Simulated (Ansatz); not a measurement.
ZnCu: energy above lowest point as volume scale varies

Results calculated with Ansatz 0.2.0, not measured. Free energy against uniform scaling of the volume at fixed shape and fractions; periodic cell, basis, potentials, k mesh and filling as listed.

The cell before it is scaled or strained (space group Pm-3m, No. 221):
```
ZnCu
1.0
      2.9450     0.0000     0.0000
      0.0000     2.9450     0.0000
      0.0000     0.0000     2.9450
Zn Cu
1 1
Direct
  0.50000 0.50000 0.50000
  0.00000 0.00000 0.00000
```

Settings of every row: functional LDA; dispersion none; accuracy low; potentials PAW; wave cutoff 421.78 eV; density cutoff 1687.1 eV; k mesh 8x8x8; k shift 0x0x0; occupations methfessel paxton; smearing width 0.15 eV; spin none; xc grid level 3.

Limits: coarse k mesh, up to 40 meV an atom off; loose SCF threshold.

```csv
row,volume scale,V (Å³/atom),energy above lowest point (meV/atom)
1,0.9,11.494,5.2
2,0.925,11.813,0
3,0.95,12.132,3.1
4,0.975,12.452,?
5,1,12.771,29.5
6,1.025,13.09,50.9
7,1.05,13.41,76.6
8,1.075,13.729,106.1
9,1.1,14.048,138.6
```

Question: what energy above lowest point should row 4 give?

Worked fit of energy above lowest point. Take u = (V_r/V)^(2/3) − 1 with V_r = 12.931 Å³ an atom, which is twice the finite (Eulerian) strain; such expansions in the strain, on which the Birch-Murnaghan equation of state is built, carry the rest volume and the bulk modulus. The shown rows have u = 0.0817, 0.06214, 0.04344, 0.00833, -0.00811, -0.02396, -0.03914, -0.05374. Least squares give energy above lowest point = 39.63 − 1300 × u + 10348 × u² + 4955 × u³ meV/atom; a parabola predicts inner rows, each left out in turn, worse (root mean square 0.38 against 0.05 meV/atom). The rows lie off it by 0.0, 0.0, 0.0, 0.0, 0.0, -0.1, 0.0, 0.0. Its lowest point lies at u = 0.0602, or V = 11.85 Å³ an atom, and the curvature there gives the bulk modulus at fixed shape and fractions, B = (4/9)(1 + u)² E″(u)/V = 152 GPa. The withheld row has u = 0.02548, so the fit gives 39.63 − 1300 × (0.02548) + 10348 × (0.02548)² + 4955 × (0.02548)³ = 13.3 meV/atom.

The calculation gave 13.3 meV/atom. The fit meets it to the printed digit.
